\subsection*{Worked problem: REDOR of a spin pair and of Al(OP)$_4$}

\textbf{Data.} Spinning rate 10 kHz ($\tau_r=100\ \mu$s), ideal $^{31}$P $\pi$ pulses every $\tau_r/2$, $^{31}$P--$^{31}$P coupling neglected. Typical values: $|\gamma|=6.976$, $5.319$, $10.839\times10^{7}$ rad s$^{-1}$T$^{-1}$ for $^{27}$Al, $^{29}$Si, $^{31}$P (100\% abundant); $r_{\rm SiP}=3.00$ \AA; $r_{\rm AlP}=3.10$ \AA; P density of dense AlPO$_4$ $\rho=0.013$ \AA$^{-3}$.

(a) Find $\Delta S/S_0=1-S/S_0$ after $N=20$ rotor periods for a $^{29}$Si site with one P neighbour in phosphosilicate glass, a chip dielectric. (b) Find $M_2$, and $\Delta S/S_0$ at $N=4$, for $^{27}$Al in AlPO$_4$ with four P in assumed ideal tetrahedral directions. (c) Estimate the share of P beyond an assumed cutoff $R=4.5$ \AA.

\textbf{Why the formulas hold.} With $D=(\mu_0/4\pi)|\gamma_S\gamma_I|\hbar/(2\pi r^3)$ in Hz, a $^{31}$P spin ($m_I=\pm\frac12$) shifts the observed spin by
\begin{equation}
\omega(t)=\pm\pi D\left[\sin^2\!\beta\cos2(\omega_rt+\psi)+\sqrt2\sin2\beta\cos(\omega_rt+\psi)\right],
\end{equation}
where $\omega_r=2\pi/\tau_r$ and $\beta,\psi$ orient the internuclear vector in the rotor frame.

\emph{Predict: which term survives a sign reversal every $\tau_r/2$?} The first integrates to zero in each half period; the second accumulates:
\begin{equation}
\phi=\pm2\sqrt2\,\lambda\sin2\beta\sin\psi,\qquad\lambda=N\tau_rD .
\end{equation}
Averaging $\cos\phi$ over $\psi$ gives $J_0(2\sqrt2\lambda\sin2\beta)$, and over $\beta$, with weight $\frac12\sin\beta$,
\begin{equation}
\frac{S}{S_0}=\frac{\sqrt2\pi}{4}J_{1/4}(\sqrt2\lambda)J_{-1/4}(\sqrt2\lambda)=1-\frac{16}{15}\lambda^2+\frac{128}{315}\lambda^4-\dots
\end{equation}

\emph{Predict: do angles between several P neighbours enter at order $\lambda^2$?} No. Since $S/S_0=\langle\prod_j\cos\phi_j\rangle$, the leading term is $x=\frac12\sum_j\langle\phi_j^2\rangle=\frac{16}{15}\sum_j\lambda_j^2$. With the van Vleck moment for $I=\frac12$, in rad$^2$s$^{-2}$,
\begin{equation}
M_2=\tfrac{4}{15}I(I+1)\sum_j(2\pi D_j)^2,\qquad x=\frac{4}{3\pi^2}(N\tau_r)^2M_2 .
\end{equation}

\emph{Predict: does spin $\frac52$ of $^{27}$Al change this?} Its central transition, selectively excited and refocused, has $\Delta m=1$ and takes the same dipolar shift as a spin $\frac12$. The formulas stand.

\textbf{(a)}
\begin{equation}
D=\frac{10^{-7}\,{\rm T^2m^3J^{-1}}\,(5.319)(10.839)\,10^{14}\,{\rm s^{-2}T^{-2}}\;\hbar}{2\pi(3.00\times10^{-10}\,{\rm m})^3}=358.4\ {\rm Hz},
\end{equation}
so $\lambda=(2.00\ {\rm ms})(358.4\ {\rm Hz})=0.717$. \emph{Predict: is the parabola too high or too low?} The quartic term reduces the dephasing, so too high: $x=0.55$, while the Bessel form gives this model $\Delta S/S_0=0.45$.

\textbf{(b)} The same expression gives $D=426$ Hz, hence
\begin{equation}
M_2=\tfrac45(2\pi\cdot426\ {\rm s^{-1}})^2=5.73\times10^6\ {\rm rad^2s^{-2}},
\end{equation}
\begin{equation}
x=\frac{4}{3\pi^2}(0.400\ {\rm ms})^2(5.73\times10^6\ {\rm s^{-2}})=0.124 .
\end{equation}

\emph{Predict: where does geometry first appear?} In the quartic term, $\frac1{24}\sum_j\langle\phi_j^4\rangle+\frac14\sum_{j<k}\langle\phi_j^2\phi_k^2\rangle$. For a unit vector $\mathbf u_j$, $\phi_j^2=32\lambda^2u_{jy}^2u_{jz}^2$ with $z$ the rotor axis. On the sphere $u_y^2u_z^2$ has parts of rank 0, 2 and 4 with mean squares $49$, $20$ and $36$ in units of $1/11025$, so for vectors an angle $\theta$ apart
\begin{equation}
\langle\phi_j^2\phi_k^2\rangle=\frac{1024\,\lambda^4}{11025}\left[49+20P_2(\cos\theta)+36P_4(\cos\theta)\right].
\end{equation}
At $\cos\theta=-\frac13$, $P_2=-\frac13$ and $P_4=\frac1{81}$. Four self terms and six pairs give $(\frac{512}{315}+\frac{5632}{945})\lambda^4=\frac{1024}{135}\lambda^4$, and with $x=\frac{64}{15}\lambda^2$
\begin{equation}
\frac{\Delta S}{S_0}=x-\frac{5}{12}x^2+O(x^3).
\end{equation}
The correction is $-0.006$ and $x^3=0.002$, so the model gives $\Delta S/S_0\approx0.12$. An $M_2$ read from this point with the parabola comes out low by about $5x/12=5\%$.

\textbf{(c)} \emph{Predict: is the distant lattice more or less important than that?} Treated as a continuum,
\begin{equation}
\frac{\int_R^\infty\rho\,4\pi r^2r^{-6}\,dr}{4r_{\rm AlP}^{-6}}=\frac{4\pi\rho/3R^3}{4r_{\rm AlP}^{-6}}=\frac{5.98\times10^{-4}\ \text{\AA}^{-6}}{4.51\times10^{-3}\ \text{\AA}^{-6}}=0.13 .
\end{equation}
It raises the model's $M_2$ by roughly 13\%, more than the quartic term removes, and the estimate varies as $R^{-3}$. In an aluminophosphate glass each Al--O--P link of this length contributes $1.43\times10^6$ rad$^2$s$^{-2}$; at this P density the distant spins mimic about 0.5 of a link and must be subtracted before links are counted.